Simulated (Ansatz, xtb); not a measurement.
# C5H9NSSi: which of two isomers lies lower

Structure a is `Cc1csc(N[SiH3])c1`, a singlet and structure b is `N[SiH2]Cc1cccs1`, a singlet. Both are isolated molecules in the gas phase, relaxed with B3LYP/def2-SVP; each stands in its lowest conformer found.

Estimate E(b) − E(a) at the level CCSD(T)/def2-SVP + ΔMP2/def2-TZVPP.

Calculated at CCSD(T)/def2-SVP + ΔMP2/def2-TZVPP: E(b) − E(a) = −13.9 kcal/mol, so structure b lies lower.

The same difference at several levels:

```tsv
level	geometry	E(b) − E(a) (kcal/mol)	departure from the last row (kcal/mol)	job, with rough time for the two
GFN2-xTB	GFN2-xTB	+16.1	+29.9	optimisation, 0.35 s
HF/STO-3G	GFN2-xTB	+1.0	+14.9	single point, 0.56 s
r2SCAN-D4/def2-SVP	GFN2-xTB	−9.0	+4.9	single point, 5.6 s
B3LYP/def2-SVP	B3LYP/def2-SVP	−7.2	+6.6	optimisation, 83 s
HF/def2-SVP	B3LYP/def2-SVP	−7.8	+6.1	part of the CCSD(T) run
MP2/def2-SVP	B3LYP/def2-SVP	−10.3	+3.6	part of the CCSD(T) run
CCSD(T)/def2-SVP	B3LYP/def2-SVP	−8.9	+5.0	single point
CCSD(T)/def2-SVP + ΔMP2/def2-TZVPP	B3LYP/def2-SVP	−13.9		single point, 2.6 min
```

As drawn, b has 1 C–Si, 1 N–H in place of 1 C–N, 1 Si–H.

GFN2-xTB, HF/STO-3G put the two in the other order. The largest departure from CCSD(T)/def2-SVP + ΔMP2/def2-TZVPP is that of GFN2-xTB, 29.9 kcal/mol. The last row adds to CCSD(T) the change of the MP2 difference between the two basis sets, here −5.0 kcal/mol, a large step that makes the value less sure.

With thermal terms from frequencies at re-optimised GFN2-xTB minima (ideal gas, soft modes damped towards free rotors, one conformer each, 298.15 K, 1 atm): the zero-point term adds +1.4 kcal/mol; ΔH is −12.7 and ΔG −12.2 kcal/mol.

The correlated steps freeze 16 core orbitals. Programs: Ansatz 0.2.0, xtb 6.7.1; the last row on 4 threads of Arm Neoverse V1 on a shared host.

Structure b lies lower, and the thermal terms narrow the gap without threatening the order. Both isomers keep the thiophene ring and a Si–N bond, so the preference comes mainly from exchanging a C–N and a Si–H bond for a C–Si and an N–H bond. The strong, polar N–H bond probably drives this: hydrogen moves from electropositive silicon, where it is hydridic, to electronegative nitrogen, while silicon gains a polar bond to carbon. In a, the nitrogen lone pair can conjugate with the ring, an advantage that b gives up because its amino group sits beyond the silicon and methylene units; this evidently does not make up for the less favourable set of bonds.

Hartree–Fock in def2-SVP already gives the same order, so the sign does not depend on electron correlation, whereas the reversal with STO-3G probably reflects a minimal basis too rigid to describe these polar bonds. The energy difference does not show whether a could rearrange to b at an appreciable rate, since that depends on the barriers between them.
